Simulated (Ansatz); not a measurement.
**Relative energies of C2H9GaS isomers**

2 of its isomers, all singlets with charge 0: A = `C[S+](C)[GaH3-]`; B = `[CH3][GaH-]([CH3])[SH2+]`.

Shapes, held fixed at every level: PBE0-D4/def2-TZVP. Flexible molecules stand in one conformer, not always the lowest. Programs: Ansatz 0.2.0.

Electronic energies in kJ/mol, without zero-point or thermal terms.

```tsv
level	kind	B − A
SPW92/def2-TZVPP	LDA	-23.3
r2SCAN-D4/def2-TZVPP	meta-GGA	-33.4
PBE0-D4/def2-TZVPP	global hybrid	-32.1
r2SCAN0-D4/def2-TZVPP	global hybrid	-33.8
wB97M-V/def2-TZVPP	range-separated hybrid	-38.3
B2PLYP/def2-TZVPP	double hybrid	-42.7
MP2/def2-SVP	perturbation theory	-51.5
CCSD(T)/def2-TZVPP	coupled cluster or CI	-47.8
```

The highest level, CCSD(T)/def2-TZVPP, puts B lowest of these. All levels agree on that. The B − A difference spans -51.5 to -23.3 kJ/mol over the levels. Relativity is left out for Ga. Outer-core shells of Ga are correlated, in sets that cover them unevenly.

The dimethylgallane–hydrogen sulfide adduct B lies below the dimethyl sulfide–gallane adduct A at every level, by 47.8 kJ/mol with CCSD(T). Formally, going from A to B trades two S–C and two Ga–H bonds for two Ga–C and two S–H bonds. The preference probably comes from this exchange, since S–H bonds are markedly stronger than S–C bonds and carbon forms strong, polar bonds to electropositive gallium. The dative bond should pull the other way: dimethyl sulfide is a better donor than hydrogen sulfide, and methyl groups weaken the Lewis acidity of gallium. B therefore appears to be favoured despite its weaker donor–acceptor link, not because of it.

All the density functionals underestimate the gap relative to CCSD(T). The near-equality of r2SCAN-D4 and r2SCAN0-D4 suggests that exact exchange matters little here, leaving the description of correlation as a likelier source of the spread. The ordering does not show that B would persist, as it could still dissociate or eliminate hydrogen or methane.
